The energy less reference is the total energy per atom at a given wave cutoff, minus the energy of the same atoms at 600 eV. The wave cutoff is the highest kinetic energy of the plane waves from which the electronic states are built. Pressure and forces are compared with the 600 eV run in the same way. The cell holds layers of graphite-like carbon, deliberately distorted and not relaxed, so that real forces and stresses act in it. All values come from density-functional theory in the local density approximation, and the differences show the error of the basis, not that of the functional.

Ansatz 0.2.0, LDA without spin polarisation, soft PAW dataset made for PBE; distorted layered carbon, 4 fixed atoms, 14×14×4 k mesh, Gaussian smearing of 0.1 eV. The reference is at 600 eV; the density cutoff is four times the wave cutoff. Energies are at zero smearing, pressures positive in compression and corrected for the finite cutoff, force changes the largest over atoms and axes.

| wave cutoff | energy less reference (meV per atom) | pressure less reference (GPa) | largest force change (eV/Å) | pressure (GPa) |
| --- | --- | --- | --- | --- |
| 200 eV | 1910.7 | 13.086 | 0.443 | 8.347 |
| 250 eV | 575.5 | 10.529 | 0.056 | 5.790 |
| 300 eV | 144.9 | 2.083 | 0.085 | -2.656 |
| 350 eV | 35.5 | 0.103 | 0.029 | -4.636 |
| 420 eV | 4.1 | 0.004 | 0.003 | -4.735 |

**From 200 to 250 eV: the forces come right, the pressure does not**

At 200 eV energy, pressure and forces are all poor. The step to 250 eV seems to repair the forces, since the largest force change drops from 0.443 to 0.056 eV/Å. That is about 2.5 % of the largest force at 600 eV. The percentage flatters the result, because this distorted cell has large forces; beside those of a nearly relaxed cell the same error would be serious.

The pressure of the same 250 eV run is wrong even in sign. It reads +5.8 GPa, which says that the cell would on average like to expand. The 600 eV run gives −4.7 GPa, so the cell would on average like to contract. Someone who judged the run by its forces and then used its pressure to adjust the cell would start in the wrong direction.

**Why a large energy error can leave a small force error**

A finite set of plane waves cannot follow the sharpest features of the electronic states, and this raises the energy. Much of this cost belongs to the surroundings of each atom and travels with it. Plane waves fill the cell and do not move with the atoms, so a computed force is the slope of the computed energy. The force error is therefore the slope of the energy error as an atom moves, and whatever part of that error stays constant drops out.

A single atom in a large periodic box shows the principle. Move the atom, and its energy error stays practically the same, so no false force appears. Enlarge the box with the same set of waves, however, and every wave is stretched: its kinetic energy falls, the effective cutoff falls with it, and the energy error grows. The box then seems to resist expansion, which is a false tension. The likeness ends where bonds begin, for a lone atom has no neighbours whose distance could alter its error.

**How large the false tension is at 250 eV**

The size of this effect follows from two steps. For a fixed set of waves the effective cutoff $E_c$ scales with the volume per atom $V$ as $V^{-2/3}$. If the energy error $\Delta E$ falls exponentially with the cutoff, at a rate $k$, the false tension is

$$|P_\text{false}| = \frac{2}{3}\,\frac{E_c}{V}\,\left|\frac{d\Delta E}{dE_c}\right| = \frac{2}{3}\,\frac{E_c}{V}\,k\,\Delta E .$$

The rate comes from an exponential fitted to the energy errors of all five rows, the 250 eV row included: $k$ = 0.028 per eV, or a fall by about a factor of four for each 50 eV. With $\Delta E$ = 0.5755 eV and $V$ = 9.37 Å³ this gives

$$\frac{2}{3}\times\frac{250}{9.37}\times 0.028\times 0.5755 \approx 0.29\ \text{eV/Å}^3 \approx 46\ \text{GPa}.$$

This is an estimate of the order of magnitude, some tens of GPa. The printed pressures have already been corrected for the effect, and the uncorrected ones are not among the results, so the estimate has no direct test here. It does show the difficulty: a pressure of about 5 GPa has to emerge after a correction several times its size.

The exponential misses the energy errors by about 10 % on average, which is modest for errors that span a factor of several hundred. Its weakness is systematic, since the real fall steepens towards high cutoff. An exponential in the square root of the cutoff fits about half as well. The printed output after this text gives both fits and the estimated correction for each row.

**What the correction leaves behind**

For the lone atom an exact correction would leave no error. In the carbon cell an error of 10.5 GPa remains at 250 eV, and it is a false push outwards, opposite in sign to the false tension. If the correction itself is exact, this remainder means that the energy error at fixed cutoff depends on the volume. A weak dependence is enough: an energy error that grows by about 1 % when the volume shrinks by 1 % accounts for all of it.

The direction of the error offers a hint. At 250 eV the stress is wrong by about 16 GPa along both axes in the layers, but by less than 1 GPa across them. The strong bonds lie in the layers, and squeezing them plausibly sharpens the electron density and makes it harder to describe with few waves. Changing the gap between layers should matter much less. An inexact correction could also contribute, and one that treats all directions alike could by itself make the error uneven. Energies computed at several volumes with the same cutoff would separate the two causes.

**From 250 to 300 eV: the pressure turns and the forces get worse**

At 300 eV the pressure changes sign and reaches −2.7 GPa. Nothing in the carbon has changed: the atoms are the same, and the band edges stay at the same point of the mesh. The sign change is the basis error shrinking, not a physical event.

The largest force change, meanwhile, rises from 0.056 to 0.085 eV/Å, although the basis has improved. The signed errors explain this. For the first atom, the force error along y runs from +0.40 at 200 eV through −0.06 at 250 eV to −0.09 at 300 eV. An energy error that is positive everywhere can still slope either way, so a force error may pass through zero and grow again on the other side. The good forces at 250 eV lie close to such a crossing and are no proof of convergence.

**How to notice the failure without a reference**

The usual test is to raise the cutoff once and see whether the result moves. Here it would reveal a change but badly understate the error. From 200 to 250 eV the pressure shifts by only 2.6 GPa, while the error left at 250 eV is four times as large. The next step, to 300 eV, shifts it by 8.4 GPa and exposes the problem.

A step larger than the one before it is thus a warning sign. The y force on the first atom gives the same signal one stage later: it moves by 0.03 eV/Å on the way to 300 eV, then by 0.06 eV/Å on the way to 350 eV. A single small step can come from errors that happen to be alike at two cutoffs. At least two successive steps are needed, and they must be taken for the quantity that will be used.

The energy gives an earlier alarm. When it still drops steeply with the cutoff, the formula above shows that the pressure rests on a large correction. Ansatz, the program that made the runs, gives a plainer sign as well, for it marked the four lowest cutoffs as lying below the recommended value.

**From 350 to 420 eV: each quantity settles at its own pace**

At 350 eV the energy error is still 35.5 meV per atom, yet the pressure is within about 0.1 GPa of the reference. The estimated correction is still some 4 GPa, but now it leaves almost no error behind. A large correction is therefore a reason to check the pressure, not proof that it is wrong. At 420 eV the pressure error is far below anything that would matter for adjusting a cell, and the force error is 0.003 eV/Å.

For a run at 325 eV, halfway between two rows, the exponential suggests about half the energy error of the 300 eV run, or some 70 meV per atom. No such rule is available for its forces or its pressure, whose errors change sign or collapse abruptly. The cutoffs at which all this happens belong to the carbon dataset used here, and a harder one would need more waves. The dataset is a soft one. It was made for the PBE functional, not for the local density approximation, which affects the pressures themselves but is the same in every row. The density cutoff was always four times the wave cutoff, so the errors contain the effect of both.

Numerical output:

```
fit of logerr on 5 rows: constant 13.29 +/- 0.24, coefficient of ecut -0.028 +/- 0.00076; rms 0.1, worst 200 eV 0.13, leave-one-out rms 0.219
fit of logerr on 5 rows: constant 21.5 +/- 1, coefficient of sqrt(ecut) -0.9671 +/- 0.058; rms 0.221, worst 420 eV 0.269, leave-one-out rms 0.478
Signed errors against 600 eV:
     row  stress xx GPa  stress yy GPa  stress zz GPa  force x eV/A  force y eV/A
  200 eV          18.98          21.14         -0.855         0.442        0.3979
  250 eV          16.52          15.73        -0.6584       0.01445      -0.05613
  300 eV          3.346          2.649         0.2529      -0.05366      -0.08543
  350 eV          0.254        0.09582       -0.03981      -0.02488      -0.02927
  420 eV       0.007676        0.00409       0.000333     -0.002849     -0.002618
Change from the row above:
     row  energy error falls by factor per 50 eV  pressure GPa  force x eV/A  force y eV/A
  250 eV                                    3.32        -2.557       -0.4275       -0.4541
  300 eV                                   3.972        -8.446      -0.06811       -0.0293
  350 eV                                   4.082         -1.98       0.02878       0.05616
  420 eV                                   4.673        -0.099       0.02203       0.02665
Pressure correction (order of magnitude) and what remains:
     row  estimated correction GPa  remaining error in % of it  % change of energy error needed per 1 % smaller volume
  200 eV                       122                       10.73                                                  0.4005
  250 eV                     45.93                       22.92                                                    1.07
  300 eV                     13.88                       15.01                                                  0.8406
  350 eV                     3.966                       2.597                                                  0.1697
  420 eV                    0.5497                      0.7276                                                 0.05705
Largest force error at 250 eV in % of the first atom's x force at 600 eV: 2.461
Pressure at 600 eV in GPa: -4.739
```
